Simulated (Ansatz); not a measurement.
Telling isomers of BrFH2NOSi apart by their spectra

These gas-phase data were calculated for one isomer of BrFH2NOSi at PBE0-D3(BJ)/def2-SVP (harmonic, unscaled wavenumbers; equilibrium rotational constants with average atomic masses):

```
rotational constants            : 3.894, 1.551, 1.532 GHz
all wavenumbers above 1500 cm⁻¹ : 3936, 3527
```

Candidates:

(1) `[NH][Si@](O)(F)Br`, a doublet
(2) `N[Si@]([O])(F)Br`, a doublet

**Question.** Assign the data to one candidate and say why.

**Answer.** Candidate (1). 1 mode lies between 3250 and 3800 cm⁻¹, one for each N–H bond, while (2) has 2.

The same quantities for all candidates:

```
     rotational constants (GHz)  wavenumbers above 1500 cm⁻¹  E above the lowest, PBE0-D3(BJ)/def2-SVP (kcal/mol)
(1)         3.894, 1.551, 1.532                   3936, 3527                                                  0.0
(2)           4.05, 1.54, 1.485             3714, 3604, 1526                                                  3.1
```

Harmonic stretches to hydrogen usually lie a few per cent above observed fundamentals. Each candidate is one conformer. Open shells are spin-unrestricted. Programs: Ansatz 0.2.0.

The two isomers differ in where one hydrogen sits, and the spectrum reads this directly. In (1) the 3936 cm⁻¹ mode is the O–H stretch and the 3527 cm⁻¹ mode the lone N–H stretch; the gap reflects the stiffer O–H bond, since the reduced masses are nearly equal. In (2) the two N–H bonds couple into antisymmetric and symmetric stretches at 3714 and 3604 cm⁻¹, and the 1526 cm⁻¹ mode is the NH₂ scissor, which needs two hydrogens on one nitrogen. Its absence from the data is a second argument for (1). The rotational constants agree with this choice but separate the pair less vividly, because moving a light atom barely alters the heavy-atom frame.

The energy order fits the usual preference for keeping the stronger O–H bond and leaving the radical centre on nitrogen, though the 3.1 kcal/mol difference is too small to make the ordering secure. The assignment does not depend on it.
